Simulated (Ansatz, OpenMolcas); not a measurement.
# How basis sets differ on C8H9F5O2 (SMILES C=C(C)CCOC(=O)C(F)(F)C(F)(F)F)

C8H9F5O2: 24 atoms, total charge 0, spin state singlet. As SMILES, `C=C(C)CCOC(=O)C(F)(F)C(F)(F)F`. The shape is that of a GFN2-xTB optimisation. This is one conformer, not always the lowest.

Quantity: the HOMO–LUMO gap, in eV. The values are calculated.

| level | kind | program | value (eV) | CPU time |
| --- | --- | --- | --- | --- |
| HF/STO-3G | Hartree–Fock | Ansatz | 16.20 | 11 s |
| HF/3-21G | Hartree–Fock | Ansatz | 13.52 | 18 s |
| HF/3-21G (RICD fitting) | Hartree–Fock | OpenMolcas | 13.55 | 22 s |
| HF/MIDI (Cholesky decomposition) | Hartree–Fock | OpenMolcas | 13.45 | 31 s |
| HF/def2-SV(P) | Hartree–Fock | Ansatz | 13.60 | 17 s |
| HF/def2-SVP | Hartree–Fock | Ansatz | 13.56 | 70 s |

The values span 13.45 to 16.20 eV. A Hartree–Fock LUMO above zero doesn't converge with the basis: it sinks as sets grow more diffuse. Orbital gaps aren't excitation energies. Times are those of the runs behind each value, whatever else they computed, on shared processors of several kinds: orders of magnitude only.

The clear divide is between the minimal basis and the split-valence sets: STO-3G gives 16.20 eV, while all the others lie between 13.45 and 13.60 eV. With a single fixed radial function per valence orbital, a minimal basis can't let the empty orbitals expand, and they are pushed too high. Splitting the valence shell removes most of that constraint.

The HOMO is probably the alkene π orbital and the LUMO largely the ester C=O π*, stabilised by the electron-withdrawing perfluoroethyl group. Such a pair would have little hydrogen character, consistent with the small change from def2-SV(P) to def2-SVP, which adds polarisation functions on hydrogen. The two 3-21G values differ by about as much as those two sets do, so the order within the split-valence group carries little chemical meaning. Their close agreement reflects similar valence flexibility rather than proven accuracy. The gaps alone don't show how the basis-set shift divides between the HOMO and the LUMO.
